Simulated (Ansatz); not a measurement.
How methods differ on [SiH3]− (SMILES [SiH3-])

[SiH3]−: 4 atoms, total charge -1, spin state singlet. As SMILES, `[SiH3-]`. Geometry: relaxed at PBE0-D4/def2-TZVPD.

| atom | x (Å) | y (Å) | z (Å) |
| --- | --- | --- | --- |
| Si | 0.5397 | -0.0507 | -0.3009 |
| H | 0.4266 | 0.6223 | 1.0859 |
| H | -0.2985 | -1.2837 | 0.1068 |
| H | -0.6678 | 0.7122 | -0.8918 |

Each level gives the energy change with the Si1–H2 bond stretched from 1.546 to 3.091 Å (eV). The values are calculated.

```
                      level                    kind  program  value (eV)  CPU time (all runs)
      HF/6-31G (restricted)            Hartree–Fock   Ansatz        2.80               0.28 s
    PBE0/6-31G (restricted)           global hybrid   Ansatz        2.61                1.1 s
 r2SCAN0/6-31G (restricted)         hybrid meta-GGA   Ansatz        2.71                2.4 s
 wB97M-V/6-31G (restricted)  range-separated hybrid   Ansatz        2.74                9.8 s
   wB97X/6-31G (restricted)  range-separated hybrid   Ansatz        2.83                4.6 s
  B2PLYP/6-31G (restricted)           double hybrid   Ansatz        2.49                1.5 s
     MP2/6-31G (restricted)     perturbation theory   Ansatz        2.61                0.3 s
CCSDT(Q)/6-31G (restricted)   coupled cluster or CI   Ansatz        2.15               0.62 s
                  FCI/3-21G      exact in the basis   Ansatz        2.25                4.8 s
```

Spin-restricted single references rise too steeply as a bond breaks. Sets without diffuse functions describe the anion poorly. The first shape isn't each level's own minimum. The values span 2.15 to 2.83 eV. All rows use very small basis sets, so even the best lies far from the true value. Times are those of the runs behind each value, whatever else they computed, on shared processors of several kinds: orders of magnitude only.

Stretching one Si–H bond in the silyl anion costs most with Hartree–Fock and the range-separated hybrids, and least with CCSDT(Q), at 2.15 eV. Within the 6-31G rows, MP2 recovers only part of the lowering from Hartree–Fock to coupled cluster, probably because the σ and σ* orbitals draw together and the correlation becomes increasingly non-dynamical. Density functionals don't uniformly lower the cost: wB97X, at 2.83 eV, lies slightly above Hartree–Fock.

The charge makes this different from an ordinary homolytic cleavage. Silylene and atomic hydrogen both bind an electron, so the closed-shell channel SiH2 + H− competes with the radical channel SiH2− + H, which is the lower of the two. A closed-shell determinant can describe the former but not the latter.

The CCSDT(Q) value falling below the FCI one is no sign of overcorrelation, since the two use different basis sets. A single stretched geometry gives neither the dissociation limit nor the fragment that finally keeps the charge.
